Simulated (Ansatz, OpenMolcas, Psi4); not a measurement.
# A ladder of methods for B2O2 (SMILES O=BB=O)

B2O2: 4 atoms, total charge 0, spin state singlet. SMILES: `O=BB=O`. Geometry: relaxed at PBE0-D4/def2-TZVP.

```xyz
4

O    -0.7431    0.4598    1.8176
B    -0.3023    0.1871    0.7391
B     0.3021   -0.1869   -0.7392
O     0.7432   -0.4599   -1.8175
```

Quantity: the vertical energy of the triplet above the singlet, in eV. The values are calculated.

```
               level                   kind     program  value (eV)
      HF/aug-cc-pVDZ           Hartree–Fock      Ansatz        4.88
   SVWN5/aug-cc-pVDZ                    LDA      Ansatz        5.94
  revPBE/aug-cc-pVDZ                    GGA        Psi4        5.70
   BHLYP/aug-cc-pVDZ          global hybrid      Ansatz        5.92
  M06-2X/aug-cc-pVDZ        hybrid meta-GGA        Psi4        6.65
    PBE0/aug-cc-pVDZ          global hybrid  OpenMolcas        5.96
RPA@PBE0/aug-cc-pVDZ                    RPA      Ansatz        6.08
    CCSD/aug-cc-pVDZ  coupled cluster or CI      Ansatz        6.42
```

The values span 4.88 to 6.65 eV. M06-2X/aug-cc-pVDZ lies far from functionals of the same kind, perhaps in another electronic state.

Every level places the singlet below the triplet at this linear geometry, as expected for a closed-shell molecule isoelectronic with cyanogen. The large gap reflects strong B–O σ and π bonding and a B–B σ bond: the triplet must break an electron pair and populate an orbital of largely B–O π* character, which is probably B–B bonding.

Hartree–Fock gives the smallest gap, 4.88 eV, against 6.42 eV with CCSD. The main reason is probably the missing correlation between opposite spins, which stabilises the singlet more because it has one more electron pair. RPA, at 6.08 eV, recovers much of this difference. The share of exact exchange alone doesn't order the functionals, since SVWN5, PBE0 and BHLYP nearly coincide while revPBE lies somewhat lower. The closeness of M06-2X to CCSD is no evidence of accuracy, as the two may describe different triplets. The vertical values don't give the adiabatic gap, which could be clearly smaller if the triplet bends or its B–B bond changes length.
